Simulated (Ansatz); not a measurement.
A series in volume per atom on TiHg

Results calculated with Ansatz 0.2.0, not measured. Periodic Kohn-Sham DFT of a crystal at fixed atoms; pressure and stress are positive in compression; the energy is the free energy less that of spherical unpolarised free atoms; site moments are those in the method's own spheres, positive along +z.

Cell of the first row (space group P4/mmm, No. 123):
```
CELL_PARAMETERS angstrom
2.94760 0.00000 0.00000
0.00000 2.94760 0.00000
0.00000 0.00000 3.95850
ATOMIC_POSITIONS crystal
Ti 0.50000 0.50000 0.50000
Hg 0.00000 0.00000 0.00000
```

Settings of every row: method frozen-core PAW; functional LDA; relativity scalar; k mesh 14x14x10; filling fermi-dirac; smearing width 0.08 eV; wave cutoff 420 eV; paw set soft_2.

Atom start moment: 0 on all atoms.

Limits: PAW files made with PBE; no spin-orbit coupling on heavy atoms.

| row | volume per atom (Å³) | pressure (GPa) |
| --- | --- | --- |
| 1 | 17.196 | 0.819 |
| 2 | 17.562 | ? |
| 3 | 17.928 | -4.468 |
| 4 | 18.111 | -5.597 |
| 5 | 18.294 | -6.657 |
| 6 | 18.477 | -7.652 |
| 7 | 18.66 | -8.587 |
| 8 | 19.026 | -10.286 |
| 9 | 19.391 | -11.779 |

Question: what pressure should row 2 give?

Worked fit of pressure. Take u = (V_r/V)^(2/3) − 1 with V_r = 18.386 Å³ an atom, which is twice the finite (Eulerian) strain; such expansions in the strain, on which the Birch-Murnaghan equation of state is built, carry the rest volume and the bulk modulus. The shown rows have u = 0.04562, 0.01696, 0.0101, 0.00335, -0.00329, -0.00981, -0.02255, -0.03486. Least squares give pressure = −7.1651 + 149.956 × u + 524.17 × u² + 550 × u³ GPa; a parabola predicts inner rows, each left out in turn, worse (root mean square 0.0082 against 0.00083 GPa). The rows lie off it by 0.000, 0.000, 0.000, 0.000, 0.001, -0.001, 0.000, 0.000. The pressure vanishes at u = 0.0415, or V = 17.3 Å³ an atom, and there the bulk modulus at fixed shape and fractions is B = −V dP/dV = (2/3)(1 + u) dP/du = 136 GPa. Letting shape and atoms relax would as a rule lower it, by much in layered, chain or molecular crystals. The withheld row has u = 0.03104, so the fit gives −7.1651 + 149.956 × (0.03104) + 524.17 × (0.03104)² + 550 × (0.03104)³ = -1.989 GPa.

The calculation gave -1.988 GPa. The fit lies 0.001 GPa (0.0079 % of the column's range) below it, one unit of the last digit.
